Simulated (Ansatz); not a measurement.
Correcting a cheap level on molecular compounds of Al

The vertical ionisation energy (cation less neutral) in eV of 6 molecular compounds of Al: x at HF/def2-TZVPP, y at CCSD(T)/def2-TZVPP. Shapes, held fixed at every level: PBE0-D4/def2-TZVP. Flexible molecules stand in one conformer, not always the lowest. Programs: Ansatz 0.2.0.

| molecule | x (eV) | y (eV) |
| --- | --- | --- |
| Se(AlH2)(CH3) | 7.97 | 9.03 |
| CH5AlS (SMILES C[S][AlH2]) | 8.29 | ? |
| CH4AlF2N (SMILES C[NH][Al]([F])[F]) | 8.43 | 9.70 |
| C2H7AlOS (SMILES C[CH2][Al]([OH])[SH]) | 8.84 | 9.89 |
| C2H2AlF (SMILES C#[C][AlH][F]) | 9.61 | 11.16 |
| Al(CH3)F2 | 10.92 | 11.90 |

Fit y = c + s·x to the known rows and predict y for CH5AlS.


1. Means of the 5 rows: x = 9.1540, y = 10.336.
2. Σ(Δx)² = 5.3513, Σ(Δx·Δy) = 5.2846, so the slope is 5.2846/5.3513 = 0.98754.
3. Intercept: 10.336 − (0.98754) × 9.1540 = 1.296. The largest residual of the fit is 0.37.
4. CH5AlS: 1.296 + 0.98754 × 8.29 = 9.48 eV.

CCSD(T)/def2-TZVPP gives 9.41 eV, so the prediction is off by +0.07 eV, within the largest residual. Uncorrected, HF/def2-TZVPP misses it by -1.12 eV, and the other rows by 1.18 on average. The line removes about 90 % of this miss. Left out in turn, the other rows are missed by 0.37 eV on average. Cations run unrestricted. Relativity is left out for Se. Outer-core shells of Se are correlated, in sets that cover them unevenly.

Hartree-Fock places every ionisation energy too low, yet keeps the molecules in the coupled-cluster order. The neutral has one more electron to correlate than the cation, so leaving out correlation penalises the neutral more. With a slope of 0.98754, the fit is essentially a constant upward shift, and these rows give little evidence that the error depends on the ionisation energy itself.

What scatter remains probably reflects which orbital is emptied. The ethynyl compound lies furthest above the line, as expected if the electron leaves the compact π system of the triple bond, where pair correlation is strong. The sulfur target and its selenium analogue probably both lose a chalcogen lone-pair electron, and their corrections are similar. The lower value for selenium fits its more diffuse, less tightly bound valence p shell.

The close hit for CH5AlS therefore owes something to chemical similarity. The average left-out miss of 0.37 eV is a fairer guide to transferability, and the fit doesn't support resolving small differences between molecules ionised from different kinds of orbital.
